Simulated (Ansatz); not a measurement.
## Sb: the change of pressure with volume per atom

Results calculated with Ansatz 0.2.0, not measured. Periodic Kohn-Sham DFT of a crystal at fixed atoms; pressure and stress are positive in compression; the energy is the free energy less that of spherical unpolarised free atoms; site moments are those in the method's own spheres, positive along +z.

Cell of the first row (space group P6_3/mmc, No. 194):
```
Sb
1.0
      3.3002     0.0000     0.0000
     -1.6501     2.8581     0.0000
      0.0000     0.0000     5.2212
Sb
2
Direct
  0.33333 0.66667 0.25000
  0.66667 0.33333 0.75000
```

Settings of every row: method all-electron PAW; functional PBEsol; relativity scalar; k mesh 12x12x7; filling fermi-dirac; smearing width 0.05 eV; nucleus gaussian.

Atom start moment: 0 on all atoms.

Limits: no spin-orbit coupling on heavy atoms.

| row | volume per atom (Å³) | pressure (GPa) |
| --- | --- | --- |
| 1 | 24.624 | 4.636 |
| 2 | 25.672 | 1.292 |
| 3 | 25.934 | 0.557 |
| 4 | 26.196 | -0.143 |
| 5 | 26.458 | -0.809 |
| 6 | 26.72 | ? |
| 7 | 27.767 | -3.658 |

Question: what pressure should row 6 give?

Worked fit of pressure. Take u = (V_r/V)^(2/3) − 1 with V_r = 26.065 Å³ an atom, which is twice the finite (Eulerian) strain; such expansions in the strain, on which the Birch-Murnaghan equation of state is built, carry the rest volume and the bulk modulus. The shown rows have u = 0.03864, 0.01018, 0.00336, -0.00334, -0.00993, -0.04129. Least squares give pressure = 0.2023 + 104.467 × u + 265.84 × u² GPa; a straight line predicts inner rows, each left out in turn, worse (root mean square 0.17 against 0.0011 GPa). The rows lie off it by 0.000, -0.001, 0.001, 0.001, 0.000, 0.000. The pressure vanishes at u = -0.0019, or V = 26.14 Å³ an atom, and there the bulk modulus at fixed shape and fractions is B = −V dP/dV = (2/3)(1 + u) dP/du = 68.8 GPa. Letting shape and atoms relax would as a rule lower it, by much in layered, chain or molecular crystals. The withheld row has u = -0.01641, so the fit gives 0.2023 + 104.467 × (-0.01641) + 265.84 × (-0.01641)² = -1.440 GPa.

The calculation gave -1.441 GPa. The fit lies 0.001 GPa (0.012 % of the column's range) above it, one unit of the last digit.
